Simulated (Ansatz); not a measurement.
**Calibrating MP2/def2-TZVPP on molecular compounds of Ge**

The vertical ionisation energy (cation less neutral) in eV of 8 molecular compounds of Ge: x at MP2/def2-TZVPP, y at CCSD(T)/def2-TZVPP. Shapes, held fixed at every level: PBE0-D4/def2-TZVP. Flexible molecules stand in one conformer, not always the lowest. Programs: Ansatz 0.2.0.

| molecule | x (eV) | y (eV) |
| --- | --- | --- |
| C3H8Cl3GeN (SMILES CC[N](C)[Ge]([Cl])([Cl])[Cl]) | 9.32 | 9.03 |
| C2H6F2GeS (SMILES C[S][Ge]([CH3])([F])[F]) | 9.73 | 9.63 |
| GeH3I (SMILES [GeH3][I]) | 9.92 | 9.79 |
| GeH2ICl (SMILES [Cl][GeH2][I]) | 10.19 | 10.06 |
| C3H10Ge (SMILES C[CH](C)[GeH3]) | 10.25 | ? |
| GeH2IF (SMILES [F][GeH2][I]) | 10.30 | 10.18 |
| GeSi2NH7ClF (SMILES [F][GeH]([Cl])[N]([SiH3])[SiH3]) | 10.50 | 10.11 |
| C8H4Ge (SMILES C#[C][Ge]([C]#C)([C]#C)[C]#C) | 11.10 | 10.80 |

Task: Fit y = c + s·x to the known rows and predict y for C3H10Ge.

Result: 
1. Means of the 7 rows: x = 10.1514, y = 9.943.
2. Σ(Δx)² = 1.9673, Σ(Δx·Δy) = 1.8373, so the slope is 1.8373/1.9673 = 0.93392.
3. Intercept: 9.943 − (0.93392) × 10.1514 = 0.462. The largest residual of the fit is 0.16.
4. C3H10Ge: 0.462 + 0.93392 × 10.25 = 10.03 eV.

CCSD(T)/def2-TZVPP gives 10.13 eV, so the prediction is off by -0.10 eV, within the largest residual. Uncorrected, MP2/def2-TZVPP misses C3H10Ge by +0.12 eV, and the other rows by 0.21 on average. The line overshoots: the miss goes from +0.12 to -0.10. Left out in turn, the other rows are missed by 0.13 eV on average. Cations run unrestricted. For atoms past krypton def2 sets carry core potentials with scalar relativity. Relativity is left out for Ge. Outer-core shells of Ge, I are correlated, in sets that cover them unevenly.

MP2 lies above CCSD(T) in every row, but the excess follows the kind of electron removed rather than the size of the ionisation energy. It is large for the two amines and the tetraalkynyl compound, where the hole is probably a nitrogen lone pair or an alkyne π orbital, and small for the iodides and the sulfide, with holes mainly in iodine or sulfur lone pairs. The difference even reverses an order: GeH2IF lies below the disilylamine in MP2 (10.30 against 10.50 eV) but above it in CCSD(T) (10.18 against 10.11 eV).

Isopropylgermane, which should ionise from Ge–C and Ge–H σ bonds, has a small excess like the second group, so a line averaged over both groups corrects it too far. Second-order theory probably balances correlation and orbital relaxation less well for the nitrogen and π holes, though spin contamination in the alkynyl cation could contribute. For the iodides, agreement between the methods doesn't test the spin-orbit splitting of the cation, which would lower the first ionisation energy.
